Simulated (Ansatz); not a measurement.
Ligand exchange: C5H11N + BH(CH3)(OH) → C5H10O + BH(CH3)(NH2)

Gas-phase species: C5H11N (cyclopentylamine) `NC1CCCC1`, singlet; BH(CH3)(OH), singlet; C5H10O (cyclopentanol) `OC1CCCC1`, singlet; BH(CH3)(NH2), singlet. The partners trade NH2 for OH: C–NH2 and B–OH bonds give way to C–OH and B–NH2.

Shapes, held fixed at every level: PBE0-D4/def2-TZVP. Flexible molecules stand in one conformer, not always the lowest. Programs: Ansatz 0.2.0. Electronic energies: no zero-point or thermal term.

| level | kind | ΔE (kJ/mol) | less CCSD(T)/CBS estimate |
| --- | --- | --- | --- |
| B3LYP-D4/def2-TZVPP | global hybrid | +11.6 | -3.3 |
| PBE0-D4/def2-TZVPP | global hybrid | +11.6 | -3.3 |
| r2SCAN0-D4/def2-TZVPP | global hybrid | +12.5 | -2.4 |
| MP2/def2-TZVPP | perturbation theory | +17.2 | +2.3 |
| CCSD(T)/def2-SVP | coupled cluster or CI | +20.9 | +6.0 |
| CCSD(T)/def2-TZVPP | coupled cluster or CI | +14.9 | 0.0 |
| CCSD(T)/CBS estimate | coupled cluster or CI | +14.9 | 0.0 |

The highest level, CCSD(T)/CBS estimate, gives ΔE = +14.9 kJ/mol; the levels span +11.6 to +20.9. The column of differences is taken from that level and isn't an error. No measured value is set beside it here. The CBS estimate extrapolates MP2 from def2-TZVPP and def2-QZVPP and adds CCSD(T) − MP2 in the triple-zeta set, cores frozen.

The exchange is endothermic at every level, with +14.9 kJ/mol at the highest, so hydroxyl favours boron and amino favours carbon in this pairing. Oxygen binds more strongly than nitrogen to both partners, but its advantage is greater on electropositive boron, where the B–O σ bond gains more from polarity. Both ligands also donate a lone pair into the empty boron p orbital. Nitrogen is the better π donor, which probably offsets part of the preference for oxygen and helps keep the net energy modest.

The sign is insensitive to the treatment of correlation, though the hybrids fall below the coupled-cluster reference and MP2 lies above it. The largest departure comes from CCSD(T) in the def2-SVP basis, probably because so small a set describes the polar bonds and lone pairs unevenly across the exchange. With def2-TZVPP, the coupled-cluster value already matches the extrapolated one to the printed precision. The reaction energy alone cannot separate the σ and π contributions.
